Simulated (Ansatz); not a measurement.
Sc: the change of energy above lowest point with volume scale

All results are calculated (Ansatz 0.2.0). Free energy against uniform scaling of the volume at fixed shape and fractions; periodic cell, basis, potentials, k mesh and filling as listed.

The cell before it is scaled or strained (space group I4/mmm, No. 139):
```
Sc
1.0
     -1.8790     1.8790     2.3805
      1.8790    -1.8790     2.3805
      1.8790     1.8790    -2.3805
Sc
1
Direct
  0.00000 0.00000 0.00000
```

Settings of every row: functional PBEsol; dispersion none; potentials all-electron LAPW; k mesh 11x11x11; k shift 0x0x0; occupations cold; smearing width 0.15 eV; spin none.

Limits: coarse k mesh, up to 40 meV an atom off; minimum outside the range.

| row | volume scale | V (Å³/atom) | energy above lowest point (meV/atom) |
| --- | --- | --- | --- |
| 1 | 0.94 | 31.602 | 0 |
| 2 | 0.96 | 32.274 | 41.9 |
| 3 | 0.98 | 32.946 | 85.2 |
| 4 | 1 | 33.619 | ? |
| 5 | 1.02 | 34.291 | 174.9 |
| 6 | 1.04 | 34.964 | 221 |
| 7 | 1.06 | 35.636 | 267.8 |

Question: what energy above lowest point should row 4 give?

Worked fit of energy above lowest point. Take u = (V_r/V)^(2/3) − 1 with V_r = 33.618 Å³ an atom, which is twice the finite (Eulerian) strain; such expansions in the strain, on which the Birch-Murnaghan equation of state is built, carry the rest volume and the bulk modulus. The shown rows have u = 0.04209, 0.02757, 0.01355, -0.01313, -0.02583, -0.03812. Least squares give energy above lowest point = 129.52 − 3365.9 × u + 6854 × u² meV/atom; a straight line predicts inner rows, each left out in turn, worse (root mean square 4.1 against 0.042 meV/atom). All shown rows lie on it to the printed digit. The withheld row has u = -2e-05, so the fit gives 129.52 − 3365.9 × (-2e-05) + 6854 × (-2e-05)² = 129.6 meV/atom.

The calculation gave 129.6 meV/atom. The fit meets it to the printed digit.
